**Problem.** Six methods are applied to the same zinc blende crystal of CdS, with the atoms held in place. The band gap separates the highest filled level, the valence top, from the lowest empty one, the conduction bottom. The methods differ chiefly in how much exact exchange they contain. This is the exchange energy worked out from the orbitals themselves, whereas semilocal exchange is estimated from the electron density and its local variation.

Band gaps of zinc blende CdS from Hartree-Fock and five hybrid functionals, computed with Ansatz 0.2.0 using plane waves, PAW potentials and a 6×6×6 k mesh. All rows use the same r2SCAN geometry and are spin-unpolarised, with fixed occupations and no spin–orbit coupling. DDH-PBE0 takes its exact-exchange fraction as 1/ε∞ from PBE.

```tsv
functional	wave cutoff	band gap (eV)	least direct gap (eV)
DDH-PBE0	420 eV	2.142	2.142
HSE06	420 eV	2.106	2.106
Hartree-Fock	420 eV	8.409	8.409
PBE0	420 eV	2.749	2.749
r2SCAN0	500 eV	3.014	3.014
r2SCANh	500 eV	2.118	2.118
```

**(a) Which method fails, and what do the levels on either side of the gap reveal about the failure?**

**Solution.** Hartree-Fock fails. Its gap is 8.4 eV, against 2.1 to 3.0 eV in the five hybrid functionals and roughly 2.5 eV as a recalled measured value. A crystal with such a gap would be colourless, whereas CdS is yellow.

The levels show that the error sits on both sides of the gap. If the energy zeros of the two runs are taken as the same, Hartree-Fock puts the valence top 1.9 eV lower than PBE0 does and the conduction bottom 3.7 eV higher. Removing an electron therefore costs too much, and adding one gains too little. The split is lopsided partly because Hartree-Fock also lacks PBE0's correlation potential, which pulls both filled and empty levels down, though not necessarily by the same amount.

**(b) HSE06 and PBE0 both use 25 % exact exchange at short range, but only PBE0 keeps it at long range. Estimate from limiting cases how far this moves the levels.**

**Solution.** In atomic units, the long-range part of the repulsion between two electrons at distance $r$ is $\operatorname{erf}(\omega r)/r$, with $\omega\approx0.11$ per bohr in HSE06. Far apart it becomes the full $1/r$. Close together it levels off at the constant $C=2\omega/\sqrt{\pi}$. The changeover comes near $1/\omega$, about 9 bohr or 5 Å, which is twice a Cd–S bond length.

Exchange acts mainly within the exchange hole, the region around an electron from which others of the same spin are displaced. Suppose that this hole is small compared with 5 Å, so that the repulsion inside it is simply $C$. Exact exchange then lowers a filled level by $C$ and leaves an empty one where it is, because it is built from the filled orbitals only. Semilocal exchange cannot tell the two apart. Its energy is $-C/2$ per electron, so its potential lowers every level by $C/2$.

Replacing semilocal by exact exchange thus moves filled levels down by $C/2$ and empty levels up by $C/2$. PBE0 replaces a quarter of it:

$$
\Delta=\frac14\,\frac{\omega}{\sqrt{\pi}}
=0.25\times\frac{0.11}{1.77}\times27.2\ \text{eV}\approx0.42\ \text{eV}.
$$

The gap should open by twice this, 0.84 eV. The computed opening is 0.64 eV, about three quarters of the estimate, which uses no constant adjusted to these rows.

The individual levels at the zone centre test the reasoning more sharply. The Cd 4s level, more than 100 eV below the valence top, and the S 3s level, only about 13 eV below it, both drop by 0.44 eV. Their depth hardly matters; what counts is that they are filled. The valence top drops by only 0.36 eV and the conduction bottom rises by 0.28 eV. A plausible reason is that these states are more spread out: the repulsion then varies over the distances that matter, and the constant $C$ overstates the effect.

One caution concerns the mesh of k points. Unscreened long-range exchange converges slowly with it, and an error there could shift the filled levels together. This was not tested, so the agreement for the deep levels should not be read to the last hundredth of an electronvolt.

**(c) Does the amount of exact exchange account for the Hartree-Fock gap, and which physical process has been left out?**

**Solution.** The two r2SCAN hybrids provide a test, since r2SCANh contains 10 % exact exchange and r2SCAN0 contains 25 %. A straight line through their gaps rises by 5.97 eV per unit of exchange fraction. Continued to full exchange, it gives

$$
3.01+0.75\times5.97\approx7.5\ \text{eV}.
$$

The Hartree-Fock row was not used for this line, which falls 0.9 eV short of it, or 11 % of the Hartree-Fock gap. The amount of exchange thus accounts for most of the excess. The remainder may come from the absent correlation potential, from a bend in the true curve or, less likely, from the lower wave cutoff of the Hartree-Fock row; these rows do not separate the causes.

The long-range part from (b) is only one portion of this excess. Scaled up from a quarter to full exchange, it would supply roughly a third of the step from PBE0 to Hartree-Fock. If this scaling holds, most of the step comes from elsewhere, probably chiefly from exchange at shorter range, so cutting off the distant tail alone would not cure Hartree-Fock.

What is left out is the response of the other electrons. Hartree-Fock levels give the energies of removing or adding one electron while all the others stay frozen. In the real crystal the electron clouds shift towards a hole and away from an added electron. Both responses lower the energy of the charged crystal, so removal becomes cheaper, addition more favourable and the gap smaller. Leaving them out makes removal too costly and addition too unfavourable, which is the error found at both edges in (a).

An ion placed in a liquid, as in the Born model, shows the same effect. The liquid polarises and removes a fraction $1-1/\varepsilon$ of the ion's electrostatic energy, where $\varepsilon$ is the dielectric constant. For $\varepsilon=1$ there is no relief, which is the Hartree-Fock situation; for very large $\varepsilon$ the relief is nearly complete. The analogy gives the direction and the limits, but not the gap itself: an ion has a fixed radius and solvent molecules can turn, whereas a carrier in CdS is spread out and here only electrons respond.

Hybrids do not compute this response. They imitate it by using less exact exchange, and DDH-PBE0 sets the fraction to $1/\varepsilon$, with the electronic dielectric constant of the crystal taken from a PBE calculation. Working down from the PBE0 gap to its gap, either with the slope of the r2SCAN pair or with that from PBE0 to Hartree-Fock, suggests a fraction of about 0.15 to 0.17, or $\varepsilon$ near 6 to 7. Full exchange is therefore about six times too strong for CdS by this measure. In a neighbouring crystal that polarises more easily, the suitable fraction would be smaller still.

Different routes can lead to nearly the same gap. HSE06, DDH-PBE0 and r2SCANh agree within 0.04 eV, although the first cuts exact exchange off with distance and the other two keep one reduced fraction at every distance. All three lie roughly 0.4 eV below the recalled measured value. Agreement between hybrids therefore does not show that the screening is described correctly. The printed output after this text lists the level shifts and both estimates.

Numerical output:

```
Band edges in eV:
           row  valence top  conduction bottom    gap
      DDH-PBE0        5.947              8.089  2.142
         HSE06        5.944              8.051  2.106
  Hartree-Fock        3.646              12.05  8.409
          PBE0        5.583              8.331  2.749
       r2SCAN0        5.414              8.428  3.014
       r2SCANh        5.962               8.08  2.118
Hartree-Fock gap over PBE0 gap (ratio): 3.059
Hartree-Fock gap over rough recalled measured gap of 2.5 eV (ratio): 3.364
Gap, Hartree-Fock less PBE0 (eV): 5.66
Valence top, Hartree-Fock less PBE0 (eV): -1.936
Conduction bottom, Hartree-Fock less PBE0 (eV): 3.724
Gap, PBE0 less HSE06 (eV): 0.643
Valence top, PBE0 less HSE06 (eV): -0.3619
Conduction bottom, PBE0 less HSE06 (eV): 0.2803
Cd 4s level, PBE0 less HSE06 (eV): -0.4408
Cd 4p level, PBE0 less HSE06 (eV): -0.4347
S 3s level, PBE0 less HSE06 (eV): -0.4352
Upper Cd 4d level, PBE0 less HSE06 (eV): -0.4206
Second empty level, PBE0 less HSE06 (eV): 0.3555
Model shift of each level, down if filled and up if empty (eV): 0.4222
Model gap opening from HSE06 to PBE0 (eV): 0.8444
Computed opening as share of the model (percent): 76.15
Rough long-range share of the step PBE0 to Hartree-Fock (percent): 34.08
Gap slope of the r2SCAN pair (eV per unit fraction): 5.973
Gap slope from PBE0 to Hartree-Fock (eV per unit fraction): 7.547
Gap at full exchange extrapolated from the r2SCAN pair (eV): 7.494
Extrapolation less Hartree-Fock gap (eV): -0.915
DDH exchange fraction estimated with the r2SCAN slope: 0.1484
DDH exchange fraction estimated with the PBE0 to Hartree-Fock slope: 0.1696
Spread of HSE06, DDH-PBE0 and r2SCANh gaps (eV): 0.036
```
